**Q:** I have energies and pressures for SnSe₂ at six volumes. What belongs in the last line, at 27.27 Å³/atom?

SnSe₂ (P-3m1) at scaled volumes, with cell shape and fractional positions fixed, computed with DFTK 0.8.2: plane-wave DFT, RPBE without dispersion correction or spin-orbit coupling, SG15 PBE 1.2 pseudopotentials, 952.4 eV cutoff, 5×5×3 k mesh, Fermi-Dirac smearing of 0.05 eV. Energies are counted from the minimum of the fitted equation of state.

| volume (Å³/atom) | energy (meV/atom) | pressure (GPa) |
| --- | --- | --- |
| 24.18 | 163.79 | 13.480 |
| 24.70 | 124.11 | 11.270 |
| 25.21 | 91.12 | 9.280 |
| 25.73 | 64.22 | 7.500 |
| 26.24 | 42.78 | 5.890 |
| 26.76 | 26.22 | 4.440 |
| 27.27 | ? | ? |

**A:** Start with the pressure, the outward push of a cell held at the given volume. If the pressure fell in a straight line with volume, the last known drop of 1.45 GPa would simply repeat, and the pressure would become 4.44 − 1.45 = 2.99 GPa. But each known drop is smaller than the one before. I therefore expect a smaller drop again, and a pressure above that limit.

**Q:** Why should the drops shrink?

**A:** Consider the crystal at two extremes. When it is squeezed hard, the filled electron shells of neighbouring atoms overlap, and the Pauli principle makes each further bit of overlap cost more energy. When it is pulled far apart, the atoms hardly feel each other and the forces fade away. Overlap dies off steeply with distance, while the attraction that holds the crystal together changes more gently. On expansion from a compressed state, the stiff repulsive part is thus lost first, and the crystal softens.

The table shows a softening, though it does not split the forces into parts. A smaller share is expected from geometry alone: even perfectly harmonic bonds would give drops that shrink somewhat, because equal volume steps stretch them less and less and their forces act across a growing area. Take as stiffness the pressure drop divided by the relative increase in volume. From the middle of the first known step to the middle of the last, it falls from 105 to 75 GPa, while the Sn–Se contacts lengthen by less than 3%. Roughly, a contact 1% longer goes with a cell 12% softer.

**Q:** Is that the stiffness of the Sn–Se bond?

**A:** No, it belongs to a cell of fixed shape, with the atoms held at fixed fractional positions. They are not at rest there: the largest force on an atom is about 0.8 eV/Å at the given cell, and it grows on compression. SnSe₂ consists of strongly bonded layers with weakly bonded gaps between them, and here bonds and gaps stretch in the same proportion. A real crystal under pressure would let the soft gaps take up more of the change. It would yield more easily than this curve suggests, so the number should not be taken as the bulk modulus of a crystal free to change shape.

**Q:** How do you turn the softening into a forecast?

**A:** I need a smooth curve that stiffens on compression and softens on expansion. Let u be the volume divided by that of the given cell, 25.73 Å³/atom, and let z = u^(−2/3) − 1, which measures compression. Writing the energy as a cubic in z and taking its slope with respect to volume gives the third-order Birch-Murnaghan form:

P = u^(−5/3) (c₀ + c₁z + c₂z²)

This form is an expansion for modest strains and should not be trusted at either extreme; over one further step, other standard equations of state with three constants are expected to do about as well. The three constants were fitted to the six known pressures only. At the last volume u = 1.06, so z = −0.0381 and u^(−5/3) = 0.907:

P = 0.907 × (7.497 − 108.3 × 0.0381 + 57.3 × 0.0381²) = 3.13 GPa

The energy follows from the same curve, because the work done by the pressure during expansion is the energy the crystal loses. I subtract that work from the last known energy. My forecasts are:

- **Pressure:** 3.13 ± 0.03 GPa, still positive, with a drop smaller than the last known one.
- **Energy:** 14.1 ± 0.1 meV/atom, still falling.

The ranges are my judgement, allowing for rounding and the choice of curve. Two simpler curves give about 3.0 and 3.2 GPa, but they follow the known pressures less closely.

**Q:** Then let us see the computed line.

The withheld rows as computed:

| volume (Å³/atom) | energy (meV/atom) | pressure (GPa) |
| --- | --- | --- |
| 27.27 | 14.07 | 3.140 |

**A:** Both values lie within their ranges, and the pressure drop is indeed smaller than the last one. The two simpler curves miss by 0.08 to 0.09 GPa, in opposite directions, and their errors are instructive. One fixes how fast stiffness grows with pressure, at a slope of 4 at zero pressure; it softens the crystal too little, so its pressure comes out too low. The other, a parabola in volume, makes the drops shrink by the same amount at every step, whereas the computed shrinkage itself tails off; its pressure comes out too high. The printed output below gives the details of all three fits.

**Q:** Can I follow your curve down to zero pressure and read off the equilibrium volume?

**A:** Only as a rough indication. The curve reaches zero at 28.78 Å³/atom, about three steps beyond the last computed volume, and the curve with the fixed growth of stiffness gets there at 28.63. The energies in the table are counted from such an extrapolated minimum, so trust their differences more than their absolute size. A sound equilibrium volume needs runs at larger volumes, with the cell shape and the atomic positions relaxed.

**Q:** And the 7.50 GPa at the given cell: would my sample push that hard?

**A:** I would not read it that way. It means that this calculation prefers a larger cell. Theory suggests why: RPBE tends to bind solids too weakly, and without a dispersion term the layers lack much of their mutual attraction. The frozen atoms add to it: by symmetry the residual force acts on Se, perpendicular to the layer, and since it is largest in the smallest cells, letting Se move is expected to lower the pressure. How much each contributes is untested here, as is the effect of combining RPBE with potentials made for PBE. The forecast succeeded within one and the same calculation, so it supports the shape of the curve, not its position relative to a real crystal.

Numerical output:

```
fit of pressure on 6 rows: coefficient of ta 7.497 +/- 0.0016, coefficient of tb 108.3 +/- 0.062, coefficient of tc 57.32 +/- 2.3; rms 0.00186, worst 25.21 0.00339, leave-one-out rms 0.00349
  rows outside the fit (model, value, miss): 27.27 3.135, 3.14, -0.00487
fit of pressure on 6 rows: coefficient of ta 7.523 +/- 0.014, coefficient of tb 109.3 +/- 0.57; rms 0.027, worst 26.76 -0.0356, leave-one-out rms 0.0488
  rows outside the fit (model, value, miss): 27.27 3.047, 3.14, -0.0928
fit of pressure on 6 rows: constant 7.488 +/- 0.011, coefficient of dx -85.42 +/- 0.26, coefficient of dxx 237.5 +/- 7.4; rms 0.0129, worst 24.7 0.0151, leave-one-out rms 0.0405
  rows outside the fit (model, value, miss): 27.27 3.218, 3.14, 0.078
Model and stiffness (stiffness between this row and the one before):
    row  Sn-Se_A  P_model_GPa  E_model_meV  E_miss_meV  stiffness_GPa
  24.18    2.624        13.48        163.8     -0.0374            n/a
   24.7    2.643        11.27        124.1    -0.03929            105
  25.21    2.661        9.283        91.12   0.0008365          96.51
  25.73    2.679        7.497        64.22    0.002612          88.11
  26.24    2.697        5.889        42.77    -0.01046           81.3
  26.76    2.714        4.441        26.22           0          74.67
  27.27    2.732        3.135        14.09     0.01945          68.25
Fall of fixed-shape stiffness from first to last known step, %: 28.86
Power of stiffness against Sn-Se length, known steps: -12.64
Last known pressure drop, GPa: 1.45
Forecast next pressure drop, GPa: 1.305
Computed next pressure drop, GPa: 1.3
Forecast energy of withheld row, meV/atom: 14.09
Computed energy of withheld row, meV/atom: 14.07
Extrapolated zero-pressure volume, main model, A^3/atom: 28.78
Extrapolated zero-pressure volume, slope fixed at 4, A^3/atom: 28.63
```
